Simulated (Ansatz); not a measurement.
# LaTe: energy above given cell and pressure against volume ratio

Plane-wave density functional theory, PAW datasets, Gaussian smearing 0.05 eV: equation of state, the given cell scaled in volume with shape and atoms relaxed at each volume. The results are calculated, by Ansatz 0.2.0.

The cell before it is scaled or strained (space group Fm-3m, No. 225):
```
CELL_PARAMETERS angstrom
0.00000 3.19580 3.19580
3.19580 0.00000 3.19580
3.19580 3.19580 0.00000
ATOMIC_POSITIONS crystal
La 0.50000 0.50000 0.50000
Te 0.00000 0.00000 0.00000
```

Settings of every row: paw set soft_2; functional PBEsol; spin treatment none; moment partition spheres; spin axis none; wave cutoff 420 eV; k mesh 8x8x8; symmetry use detected.

Atom hubbard u: 0 on all atoms.

Limits: no spin-orbit coupling, which can matter with elements this heavy.

| row | volume ratio | V (Å³/atom) | energy above given cell (meV per atom) | pressure (GPa) |
| --- | --- | --- | --- | --- |
| 1 | 0.96 | 31.333 | 10.88 | 2.767 |
| 2 | 0.98 | 31.986 | 2.62 | 1.308 |
| 3 | 1 | 32.639 | 0 | 0.001 |
| 4 | 1.02 | 33.292 | ? | ? |
| 5 | 1.04 | 33.944 | 9.36 | -2.216 |

Question: what energy above given cell and pressure should row 4 give?

Worked fit of energy above given cell. Take u = (V_r/V)^(2/3) − 1 with V_r = 32.312 Å³ an atom, which is twice the finite (Eulerian) strain; such expansions in the strain, on which the Birch-Murnaghan equation of state is built, carry the rest volume and the bulk modulus. The shown rows have u = 0.02072, 0.00678, -0.00669, -0.03232. Least squares give energy above given cell = 0.651 + 195.37 × u + 14384.6 × u² meV per atom; a straight line predicts inner rows, each left out in turn, worse (root mean square 6.3 against 0.033 meV per atom). The rows lie off it by 0.01, -0.02, 0.01, 0.00. Its lowest point lies at u = -0.0068, or V = 32.64 Å³ an atom, and the curvature there gives the bulk modulus with shape and atoms relaxed, B = (4/9)(1 + u)² E″(u)/V = 61.9 GPa. The withheld row has u = -0.01972, so the fit gives 0.651 + 195.37 × (-0.01972) + 14384.6 × (-0.01972)² = 2.39 meV per atom.

The calculation gave 2.42 meV per atom. The fit lies 0.03 meV per atom (1.2 % of the value, 0.28 % of the column's range) below it; its largest miss of a shown row is 0.02 meV per atom.

Worked fit of pressure. Take u = (V_r/V)^(2/3) − 1 with V_r = 32.312 Å³ an atom, which is twice the finite (Eulerian) strain; such expansions in the strain, on which the Birch-Murnaghan equation of state is built, carry the rest volume and the bulk modulus. The shown rows have u = 0.02072, 0.00678, -0.00669, -0.03232. Least squares give pressure = 0.6379 + 97.101 × u + 272.41 × u² GPa; a straight line predicts inner rows, each left out in turn, worse (root mean square 0.12 against 0.0015 GPa). The rows lie off it by 0.000, -0.001, 0.001, 0.000. The pressure vanishes at u = -0.0067, or V = 32.64 Å³ an atom, and there the bulk modulus with shape and atoms relaxed is B = −V dP/dV = (2/3)(1 + u) dP/du = 61.9 GPa. The withheld row has u = -0.01972, so the fit gives 0.6379 + 97.101 × (-0.01972) + 272.41 × (-0.01972)² = -1.171 GPa.

The calculation gave -1.169 GPa. The fit lies 0.002 GPa (0.04 % of the column's range) below it; its largest miss of a shown row is 0.001 GPa.
